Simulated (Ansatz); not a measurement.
# Strength of the Cu–H bond: CuH → Cu + H

Species: CuH, singlet; Cu atom, doublet; H atom, doublet. 

Shapes, held fixed at every level: PBE0-D4/def2-TZVP. Programs: Ansatz 0.2.0. The zero-point and thermal change to 298 K, harmonic and unscaled (PBE0-D4/def2-TZVP), is -7.4 kJ/mol.

(1) Estimate ΔH(298 K) of this reaction.

Results:

(1) wB97M-V/def2-TZVPP gives ΔH(298 K) = +263.5 kJ/mol; the levels span +122.0 to +306.2. The median of the levels is +255.4. Hartree–Fock misses the correlation of the pair that is broken and comes out low. No measured value is set beside it here. Open shells run unrestricted unless RO is named.

| level | kind | ΔH(298 K) (kJ/mol) |
| --- | --- | --- |
| HF/def2-SVP | Hartree–Fock | +122.0 |
| SPW92/def2-TZVPP | LDA | +306.2 |
| PBE-D4/def2-TZVPP | GGA | +261.4 |
| PBE0-D4/def2-TZVPP | global hybrid | +240.9 |
| r2SCAN0-D4/def2-TZVPP | global hybrid | +244.1 |
| wB97X-V/def2-TZVPP | range-separated hybrid | +255.4 |
| wB97M-V/def2-TZVPP | range-separated hybrid | +263.5 |

Breaking CuH into neutral atoms is clearly endothermic at every level, as expected for a fairly strong single bond. The bond is mainly a σ pair formed from Cu 4s and H 1s, polarised towards hydrogen, while the nearly filled 3d shell contributes little direct bonding but polarises and correlates with that pair. LDA gives the largest value, +306.2 kJ/mol, in line with its usual overbinding; gradient corrections favour the more inhomogeneous densities of the separated atoms and bring PBE down to +261.4.

Exact exchange alone does not order the functionals. PBE0 lies below PBE, but wB97M-V, also a hybrid, lies slightly above it, so the balance between exchange and correlation probably matters more than the hybrid label. The Hartree–Fock gap also contains a basis-set contribution, since that level uses the smaller def2-SVP set. Scalar relativity, which contracts and stabilises Cu 4s and tends to strengthen this bond, is not separately assessed by the comparison.
